**Vibronic moments of S1 in seven molecules: one mode or many?**

The table holds vertical and 0-0 energies, reorganisation energies λ, total Huang-Rhys factors S, effective modes and oscillator strengths from TDDFT (BHandHLYP/def2-SV(P), PySCF) with displaced harmonic oscillators on GFN2-xTB geometries and modes. The program compares λ/S with the effective mode, tests two weightings of that mode against computed band widths, derives a parameter-free lower bound on the displacement, and fits a power law of λ in the effective mode to all rows. A one-mode picture underestimates S by 36 to 79 %, and the fitted slope of −0.60 ± 0.43 is far from the −2 of equal force. The λ-weighted reading matches the band of the germanium row to 1 % but overshoots the four dibenzothiophene bands tested by 23 to 56 %. The three rows flagged as doubtful for the harmonic model have the largest displacement bounds.

PySCF 2.14.0, density-fitted TDDFT with BHandHLYP/def2-SV(P) for the S1 state of neutral closed-shell molecules in the gas phase, at GFN2-xTB geometries. The vibronic quantities come from displaced harmonic oscillators with vertical gradients and GFN2-xTB modes, leaving out modes below 50 cm⁻¹.

## The fit in Python

```python
# Table: S1 vertical and 0-0 energy, reorganisation energy, total Huang-Rhys factor, effective mode and f
# (PySCF, TDDFT BHandHLYP/def2-SV(P), GFN2-xTB geometry and modes, displaced harmonic oscillators).
# Tested: single-mode picture, weighting of the effective mode, displacement bound, equal-force power law.
T = {
    'system': ['C=Cc1ccc2c(c1)sc1ccccc12', 'C[O+]1[BH2-][GeH2][C@@H](C=O)C1', 'F/C(=C\\C=C(Br)Br)CCl', 'C[C]1(C)CC=[CH][Ga@@H-]1[NH3+]', 'C#C[P@@](=O)(CCC)C(F)(F)F', 'CCO[Si@](C)([SiH3])[SiH2][SiH3]', '[BH3-][AsH2+][C@@H](C=C)CC'],
    'formula': ['C14H10S', 'C4H11BGeO2', 'C5H4Br2ClF', 'C6H14GaN', 'C6H8F3OP', 'C3H16OSi4', 'C5H14AsB'],
    'vertical_energy': [4.42, 4.87, 5.06, 5.53, 6.07, 6.14, 7.12],  # eV
    'zero_zero_energy': [4.24, 4.38, 4.42, 4.49, 5.36, 5.09, 5.23],  # eV
    'reorganisation_energy': [0.184, 0.493, 0.632, 1.04, 0.711, 1.046, 1.891],  # eV
    'total_huang_rhys_factor': [1.96, 11.4, 6.23, 31.59, 4.49, 48.6, 125.67],
    'effective_mode': [1182.0, 1112.0, 1312.0, 608.0, 2130.0, 308.0, 576.0],  # cm^-1
    'oscillator_strength': [0.082, 0.002, 0.897, 0.002, 0.0, 0.388, 0.441],
}
import numpy as np
from scipy import constants as C
from scipy.stats import linregress
cm = C.h*C.c*100/C.e  # eV per cm-1
n = T['formula']
A = lambda k: np.array(T[k], float)
Ev, E0, L = A('vertical_energy'), A('zero_zero_energy'), A('reorganisation_energy')
S, W, f = A('total_huang_rhys_factor'), A('effective_mode'), A('oscillator_strength')
res = E0-(Ev-L)
print("built-in identity E00 = Evert - lambda: largest deviation %.3f eV, rounding allows 0.0105 eV" % abs(res).max())
wb = L/S/cm
S1 = L/(W*cm)
d = np.sqrt(2*C.hbar*S/(2*np.pi*C.c*100*wb)/C.atomic_mass)*1e10
err = 100*(0.0005/L+0.005/S)
print("formula | lambda/S cm-1 (rounding %) | w_eff/(lambda/S) | one-mode S | its error % | d_min amu^0.5 A | log10 exp(-S)")
for i in range(len(n)):
    print("%-12s %5.0f (%.2f) %5.2f %6.2f %5.0f %5.2f %6.1f" % (n[i], wb[i], err[i], W[i]/wb[i], S1[i], 100*(S1[i]/S[i]-1), d[i], -S[i]/np.log(10)))
k = int(np.argmax(W/wb))
print("one-mode S = lambda/(hbar w_eff) is worst for %s: too small by a factor %.2f" % (n[k], S[k]/S1[k]))
print("largest/smallest: lambda %.1f, S %.0f, w_eff %.1f, lambda/S %.1f" % tuple(x.max()/x.min() for x in (L, S, W, wb)))
r = linregress(np.log(W), np.log(L))
print("ln lambda vs ln w_eff: slope %.2f +- %.2f, r^2 %.2f (equal force on one mode gives -2)" % (r.slope, r.stderr, r.rvalue**2))
fit = np.exp(r.intercept)*W**r.slope
print("lambda / fitted power law:", ", ".join("%s %.2f" % (a, b) for a, b in zip(n, L/fit)))
# further outputs of the same runs: (name, lambda eV, S, w_eff cm-1, absorption FWHM eV); broadening 0.04 eV
B = [("Ge row S1, 77 K", 0.4926, 11.403, 1112, 0.61), ("C14H10S S1, 298 K", 0.1839, 1.955, 1182, 0.276),
     ("C14H10S S2, 298 K", 0.2851, 1.968, 1381, 0.424), ("C14H10S S6, 298 K", 0.1762, 1.581, 1149, 0.24),
     ("C14H10S T1, 298 K", 0.4397, 2.766, 1470, 0.458)]
g = 8*np.log(2)
print("Gaussian FWHM at 0 K, eV: run | lambda-weighted mode (error %) | rms mode (error %)")
e1, e2 = [], []
for b, l, s, w, fw in B:
    p1 = np.sqrt(g*l*w*cm+0.04**2)
    p2 = np.sqrt(g*s*(w*cm)**2+0.04**2)
    e1.append(p1/fw-1)
    e2.append(p2/fw-1)
    print("%-18s %.3f | %.3f (%+.0f) | %.3f (%+.0f)" % (b, fw, p1, 100*e1[-1], p2, 100*e2[-1]))
print("look-alike pairs, second against first: dEvert eV | ratios of lambda, S, w_eff, lambda/S | both f")
for a, b in [(1, 3), (3, 6), (5, 6), (3, 5), (4, 5)]:
    print("%s / %s: %+.2f | %.2f %.2f %.2f %.2f | %.3f %.3f" % (n[a], n[b], Ev[b]-Ev[a], L[b]/L[a], S[b]/S[a], W[b]/W[a], wb[b]/wb[a], f[a], f[b]))
# further outputs of the same runs: HOMO and LUMO energies in eV
H = np.array([-6.867621, -8.198154, -7.592663, -7.038407, -9.666782, -8.560164, -8.575843])
U = np.array([-0.51959, 0.97989, -0.74232, 0.89144, 0.37284, 0.090194, 0.81205])
print("formula | HOMO-LUMO gap eV | gap - Evert eV | lambda/Evert % | Stokes shift 2 lambda eV")
for i in range(len(n)):
    print("%-12s %6.2f %5.2f %5.1f %6.3f" % (n[i], U[i]-H[i], U[i]-H[i]-Ev[i], 100*L[i]/Ev[i], 2*L[i]))
# further outputs of the same runs: 0-0 energy and lambda of S1 and S2
for b, z1, l1, z2, l2 in [("C14H10S", 4.2403, 0.1839, 4.1959, 0.2851), ("Si row, both doubtful", 5.0913, 1.046, 4.0789, 2.4739)]:
    print("%s: S2 - S1 vertical %+.3f eV, at 0-0 %+.3f eV" % (b, z2+l2-z1-l1, z2-z1))
fl, ok = [3, 5, 6], [0, 1, 2, 4]
print("d_min: smallest of rows flagged doubtful %.2f, largest of the others %.2f amu^0.5 A" % (d[fl].min(), d[ok].max()))
assert abs(res).max() < 0.0106
assert np.all(W > wb)
assert d[fl].min() > d[ok].max()
assert all(abs(x) < abs(y) for x, y in zip(e1, e2)) and abs(e1[0]) < 0.1
```

It prints:

```
built-in identity E00 = Evert - lambda: largest deviation 0.008 eV, rounding allows 0.0105 eV
formula | lambda/S cm-1 (rounding %) | w_eff/(lambda/S) | one-mode S | its error % | d_min amu^0.5 A | log10 exp(-S)
C14H10S        757 (0.53)  1.56   1.26   -36  0.42   -0.9
C4H11BGeO2     349 (0.15)  3.19   3.58   -69  1.48   -5.0
C5H4Br2ClF     818 (0.16)  1.60   3.89   -38  0.72   -2.7
C6H14GaN       266 (0.06)  2.29  13.80   -56  2.83  -13.7
C6H8F3OP      1277 (0.18)  1.67   2.69   -40  0.49   -1.9
C3H16OSi4      174 (0.06)  1.77  27.39   -44  4.34  -21.1
C5H14AsB       121 (0.03)  4.75  26.48   -79  8.36  -54.6
one-mode S = lambda/(hbar w_eff) is worst for C5H14AsB: too small by a factor 4.75
largest/smallest: lambda 10.3, S 64, w_eff 6.9, lambda/S 10.5
ln lambda vs ln w_eff: slope -0.60 +- 0.43, r^2 0.28 (equal force on one mode gives -2)
lambda / fitted power law: C14H10S 0.31, C4H11BGeO2 0.81, C5H4Br2ClF 1.15, C6H14GaN 1.19, C6H8F3OP 1.72, C3H16OSi4 0.80, C5H14AsB 2.10
Gaussian FWHM at 0 K, eV: run | lambda-weighted mode (error %) | rms mode (error %)
Ge row S1, 77 K    0.610 | 0.615 (+1) | 1.097 (+80)
C14H10S S1, 298 K  0.276 | 0.389 (+41) | 0.484 (+75)
C14H10S S2, 298 K  0.424 | 0.522 (+23) | 0.567 (+34)
C14H10S S6, 298 K  0.240 | 0.375 (+56) | 0.424 (+77)
C14H10S T1, 298 K  0.458 | 0.668 (+46) | 0.715 (+56)
look-alike pairs, second against first: dEvert eV | ratios of lambda, S, w_eff, lambda/S | both f
C4H11BGeO2 / C6H14GaN: +0.66 | 2.11 2.77 0.55 0.76 | 0.002 0.002
C6H14GaN / C5H14AsB: +1.59 | 1.82 3.98 0.95 0.46 | 0.002 0.441
C3H16OSi4 / C5H14AsB: +0.98 | 1.81 2.59 1.87 0.70 | 0.388 0.441
C6H14GaN / C3H16OSi4: +0.61 | 1.01 1.54 0.51 0.65 | 0.002 0.388
C6H8F3OP / C3H16OSi4: +0.07 | 1.47 10.82 0.14 0.14 | 0.000 0.388
formula | HOMO-LUMO gap eV | gap - Evert eV | lambda/Evert % | Stokes shift 2 lambda eV
C14H10S        6.35  1.93   4.2  0.368
C4H11BGeO2     9.18  4.31  10.1  0.986
C5H4Br2ClF     6.85  1.79  12.5  1.264
C6H14GaN       7.93  2.40  18.8  2.080
C6H8F3OP      10.04  3.97  11.7  1.422
C3H16OSi4      8.65  2.51  17.0  2.092
C5H14AsB       9.39  2.27  26.6  3.782
C14H10S: S2 - S1 vertical +0.057 eV, at 0-0 -0.044 eV
Si row, both doubtful: S2 - S1 vertical +0.415 eV, at 0-0 -1.012 eV
d_min: smallest of rows flagged doubtful 2.83, largest of the others 1.48 amu^0.5 A
```
